# Bellman and Riccati equations: response of a Peltier-controlled block

**Question.** A Cu block on a Bi$_2$Te$_3$ Peltier module is held at a set point by optimal linear feedback. How do relaxation time, gain and cost respond when block material, error weight, leg conductivity, set point or horizon is changed?

## 1. General result

Dynamics $\dot x=Ax+Bu$. Cost to go, with symmetric $Q,F\ge0$ and $R>0$, no factor $\tfrac12$:
$$V(x,t)=\min_u\Big[\int_t^{t_f}(x^TQx+u^TRu)\,dt'+x^TFx\big|_{t_f}\Big].$$
Split off the interval $dt$; the rest of an optimal path is itself optimal. First order in $dt$ gives the Bellman equation
$$-\partial_tV=\min_u\big[x^TQx+u^TRu+\nabla V^T(Ax+Bu)\big].$$
Ansatz $V=x^TP(t)x$, $P=P^T$, $\nabla V=2Px$. The bracket is convex in $u$; stationarity $2Ru+2B^TPx=0$ gives
$$u=-R^{-1}B^TPx .$$
Insert, and write $2x^TPAx=x^T(A^TP+PA)x$:
$$-\dot P=A^TP+PA-PBR^{-1}B^TP+Q,\qquad P(t_f)=F .$$
Sufficiency: along any path, with $v=u+R^{-1}B^TPx$,
$$x^TQx+u^TRu+\tfrac{d}{dt}(x^TPx)=v^TRv\ge0 ,$$
so the cost equals $x^TPx$ at the start plus $\int v^TRv\,dt$.

**Scalar case**, $q,r>0$, $b\ne0$, $F=0$, time to go $\theta=t_f-t$: $dp/d\theta=2ap-b^2p^2/r+q$, solved by
$$p(\theta)=\frac{q\sinh s\theta}{s\cosh s\theta-a\sinh s\theta},\qquad s=\sqrt{a^2+b^2q/r}.$$
For $\theta\to\infty$: $p=q/(s-a)=r(a+s)/b^2$, the positive root of the stationary equation. Closed-loop pole:
$$\lambda=a-b^2p/r=-\sqrt{a^2+b^2q/r}.$$
Variational view: the Euler–Lagrange system $\dot x=ax-(b^2/r)\mu$, $\dot\mu=-qx-a\mu$ has eigenvalues $\pm s$; $\mu=px$ selects the decaying one.

## 2. Model

Block: heat capacity $C$, uniform temperature $T$. Sink and air fixed at $T_0=300$ K. Module: Seebeck coefficient $S$, resistance $R_m$, conductance $K$, all constant; half the Joule heat reaches each face; $I>0$ cools. Air loss $G$, $K_t=K+G$:
$$C\dot T=-SIT+\tfrac12R_mI^2+K_t(T_0-T).$$
Put $x=T-T^*$, $u=I-I^*$ about a steady state:
$$C\dot x=-K_ex-\Pi u-Sxu+\tfrac12R_mu^2,\quad K_e=K_t+SI^*,\quad \Pi=ST^*-R_mI^* .$$
The steady-state condition, low-current branch, gives $\Pi^2=(ST^*)^2-2R_mK_t(T_0-T^*)$. Drop the quadratic terms: $a=-K_e/C$, $b=-\Pi/C$. Choose $r=R_m$ (Joule heat of the current deviation), so $q$ is in W/K$^2$. With $u=kx$:
$$\Lambda\equiv Cs=\sqrt{K_e^2+q\Pi^2/R_m},\quad \tau=\frac C\Lambda,\quad k=\frac{\Lambda-K_e}{\Pi},\quad p=\frac{R_mC(\Lambda-K_e)}{\Pi^2}.$$
Tool for estimates, with passive share $w=K_e^2/\Lambda^2$:
$$\delta\ln\Lambda=w\,\delta\ln K_e+(1-w)\big[\delta\ln\Pi+\tfrac12\delta\ln(q/R_m)\big].$$

## 3. Inputs and base case

Rounded values below are carried forward.

**Block**, $40\times40\times10$ mm, density about 8.96 g/cm$^3$, 63.55 g/mol: 2.256 mol.
- Debye term, $y=\Theta/T$, $c_V=9R_{\rm gas}\,y^{-3}\int_0^y\xi^4e^\xi(e^\xi-1)^{-2}d\xi$, measured $\Theta=343$ K (compiled value, Wikipedia): 23.4 J/(mol K).
- Dilation term $9\alpha^2B_0V_mT$, measured $\alpha=16.5\times10^{-6}$/K (Kaye and Laby Online), $B_0=(C_{11}+2C_{12})/3=136.9$ GPa from measured 168.3 and 121.2 GPa (compiled by Blaschke): 0.7 J/(mol K).
- Electrons, $\gamma\approx0.70$ mJ/(mol K$^2$), typical: 0.2 J/(mol K).
- Sum 24.3 J/(mol K); $C=54.8$ J/K.

**Module**, assumed: 254 legs, $1.4\times1.4\times1.6$ mm; typical 200 µV/K, $\sigma=1000$ S/cm, Lorenz number about $1.7\times10^{-8}$ V$^2$/K$^2$. Measured lattice conductivity 1.6 W/(m K) at 300 K (compiled by Toher 2017); electronic part $L\sigma T=0.51$, total $\kappa=2.11$ W/(m K), leg $ZT=0.57$. Hence $S=0.0508$ V/K, $R_m=2.07\ \Omega$, $K=0.657$ W/K. Air: about 10 W/(m$^2$ K) on 32 cm$^2$, $G=0.032$ W/K, $K_t=0.689$ W/K.

**Base case**: $T^*=T_0$, $I^*=0$, $\Pi=15.24$ V, $q=0.02$ W/K$^2$ (chosen). Then $w=0.175$, $\tau=33.2$ s against 79.5 s open loop.

**Neglected terms.** At $x=2$ K, $u=0.126$ A: $\tfrac12R_mu^2$ is 0.9 % and $Sxu$ 0.7 % of $\Pi u$. Diffusion lags $l^2/(\pi^2D)$, with $D$ the thermal diffusivity: 0.09 s in Cu (about 400 W/(m K)), 0.15 s in the legs (about 1.2 J/(cm$^3$ K)), both far below $\tau$. An alumina plate of 0.7 mm (about 3.0 J/(cm$^3$ K)) would add 3.4 J/K, 6 % of $C$. Third figures below serve only to form ratios.

## 4. Changes

**(a) Cu → Si block of equal size.**
*Reasoning.* $a$ and $b$ both scale as $1/C$, so $\Lambda$ and $k$ stay fixed; $\tau,p\propto C$. Si has fewer atoms per volume and a higher $\Theta$: faster loop, by about 2.
*Calculation.* Typical 2.329 g/cm$^3$, 28.09 g/mol, $\Theta\approx645$ K: 1.327 mol (0.59 of Cu), Debye term 20.0 J/(mol K), $C=26.5$ J/K. Speed-up 2.07, no retuning. With the plate added to both blocks the factor is 1.9.

**(b) Error weight $q\to4q$.**
*Reasoning.* $d\ln\Lambda/d\ln q=(1-w)/2$ starts at 0.41 and rises toward $\tfrac12$: factor between 1.77 and 2. $d\ln k/d\ln q=(\Lambda+K_e)/2\Lambda$ starts at 0.71 and falls toward $\tfrac12$: factor between 2 and 2.7.
*Calculation.* $\Lambda\times1.86$, $k\times2.5$. Gain grows faster than speed: the passive leak supplies a fixed part of $\Lambda$, the current all the rest.

**(c) Lattice conductivity 1.6 → 1.0 W/(m K)** (assumed alloying, $S$ and $\sigma$ fixed).
*Reasoning.* $\Pi^2/R_m$ contains no $\kappa$. Only $K_e$ falls. At $T^*=T_0$ the leak is a free restoring flux, so the better thermoelectric gives a slower pole, more gain and more cost. Size: $\kappa=1.51$ W/(m K), $K=0.470$, $K_t=0.502$ W/K, a change of $-27$ %; times $w$: $-4.7$ %.
*Calculation.* $\Lambda$ $-4.2$ %, $k$ and $p$ $+12$ %, while $ZT$ rises to 0.79.

**(d) Set point 20 K below or above the sink.**
*Reasoning, cooling.* Bias $I^*\approx K_t(T_0-T^*)/ST^*=0.969$ A. $\Pi$ loses from lower $T^*$ and from $R_mI^*$ (extra current brings extra Joule heat): $-19.8$ %. $K_e$ gains $SI^*$: $+7.1$ %. Weighted: $-15$ %. Heating reverses all three signs; Joule heat then assists the actuator.
*Calculation.* 280 K: $I^*=1.05$ A, $\Lambda$ $-15$ %. 320 K: $I^*=-0.81$ A, $\Lambda$ $+14$ %. Constant properties limit this. The Debye term drops 0.9 % at 280 K. A 5 % shift of $\Pi^2/R_m$, the typical order for a 10 K shift of mean leg temperature, moves $\Lambda$ by 2 % ($w=0.28$ there). Signs are safe; the second digit is not.
*Limit.* $\Pi\to0$ at maximum cooling: $\lambda\to a$, $k\to q\Pi/(2R_mK_e)\to0$, $p\to qC/2K_e$. Linear control is lost and $\tfrac12R_mu^2$ dominates. The model reaches this at $T_0-T^*=55$ K.

**(e) Finite horizon, $F=0$.**
*Reasoning.* Current spent near $t_f$ has no time to pay back: lower gain, $k\to0$ linearly in $\theta$. Linearising the Riccati equation about its fixed point gives relaxation rate $2s$, twice the state's.
*Calculation.*
$$1-\frac{k(\theta)}{k_\infty}=\frac{s(1-\tanh s\theta)}{s-a\tanh s\theta}\approx\frac{2e^{-2s\theta}}{1+\sqrt w}\quad(a<0,\ s\theta\gtrsim1).$$
At $\theta=\tau$: deficit 0.18 exact, 0.19 asymptotic. At $\theta=2\tau$: 0.03.

| case | $K_e$ (W/K) | $\Pi$ (V) | $\Lambda$ (W/K) | $\tau$ (s) | $k$ (A/K) | $p$ (J/K$^2$) |
|---|---|---|---|---|---|---|
| base | 0.689 | 15.2 | 1.65 | 33.2 | 0.0630 | 0.469 |
| (a) Si | 0.689 | 15.2 | 1.65 | 16.1 | 0.0630 | 0.227 |
| (b) $4q$ | 0.689 | 15.2 | 3.07 | 17.8 | 0.157 | 1.16 |
| (c) low $\kappa$ | 0.502 | 15.2 | 1.58 | 34.7 | 0.0707 | 0.526 |
| (d) 280 K | 0.742 | 12.1 | 1.40 | 39.2 | 0.0544 | 0.512 |
| (d) 320 K | 0.648 | 17.9 | 1.88 | 29.2 | 0.0686 | 0.434 |

## 5. Reading the pattern

- $C$ sets time scale and cost, never the stationary gain.
- Anything entering through $a$ reaches the pole with weight $w$, anything through $b$ with weight $1-w$.
- The pole depends on $a^2$: reversing the sign of $a$ at fixed $b,q,r$ leaves $\lambda$ unchanged and raises $|k|$ by $2|a/b|$.
- All numbers are the model's. Commercial modules use Sb- and Se-alloyed legs with $\kappa$ typically near 1.5 W/(m K) and maximum cooling typically 65–70 K, so the base case overstates $K$ by roughly 40 % and understates maximum cooling by about a fifth. By (c), the pole shifts only a few per cent for this.